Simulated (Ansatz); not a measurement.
## A series in volume per atom on Sc

All results are calculated (Ansatz 0.2.0). Periodic Kohn-Sham DFT of a crystal at fixed atoms; pressure and stress are positive in compression; the energy is the free energy less that of spherical unpolarised free atoms; site moments are those in the method's own spheres, positive along +z.

Cell of the first row (space group P6_3/mmc, No. 194):
```
CELL_PARAMETERS angstrom
3.24130 0.00000 0.00000
-1.62060 2.80700 0.00000
0.00000 0.00000 5.16050
ATOMIC_POSITIONS crystal
Sc 0.33333 0.66667 0.25000
Sc 0.66667 0.33333 0.75000
```

Settings of every row: method all-electron PAW; functional LDA; relativity scalar; k mesh 13x13x7; filling fermi-dirac; smearing width 0.03 eV; nucleus gaussian.

Atom start moment: 0 on all atoms.

| row | volume per atom (Å³) | pressure (GPa) |
| --- | --- | --- |
| 1 | 23.475 | -2.284 |
| 2 | 23.975 | ? |
| 3 | 24.474 | -4.379 |
| 4 | 24.724 | -4.844 |
| 5 | 24.974 | -5.287 |
| 6 | 25.224 | -5.708 |
| 7 | 25.473 | -6.111 |
| 8 | 25.973 | -6.858 |
| 9 | 26.472 | -7.534 |

Question: what pressure should row 2 give?

Worked fit of pressure. Take u = (V_r/V)^(2/3) − 1 with V_r = 25.099 Å³ an atom, which is twice the finite (Eulerian) strain; such expansions in the strain, on which the Birch-Murnaghan equation of state is built, carry the rest volume and the bulk modulus. The shown rows have u = 0.0456, 0.01695, 0.01009, 0.00333, -0.00331, -0.00981, -0.02256, -0.03488. Least squares give pressure = −5.5006 + 63.602 × u + 152.12 × u² GPa; a straight line predicts inner rows, each left out in turn, worse (root mean square 0.078 against 0.00099 GPa). The rows lie off it by 0.000, 0.000, -0.001, 0.000, 0.001, -0.001, 0.000, 0.000. The withheld row has u = 0.03102, so the fit gives −5.5006 + 63.602 × (0.03102) + 152.12 × (0.03102)² = -3.381 GPa.

The calculation gave -3.381 GPa. The fit meets it to the printed digit.
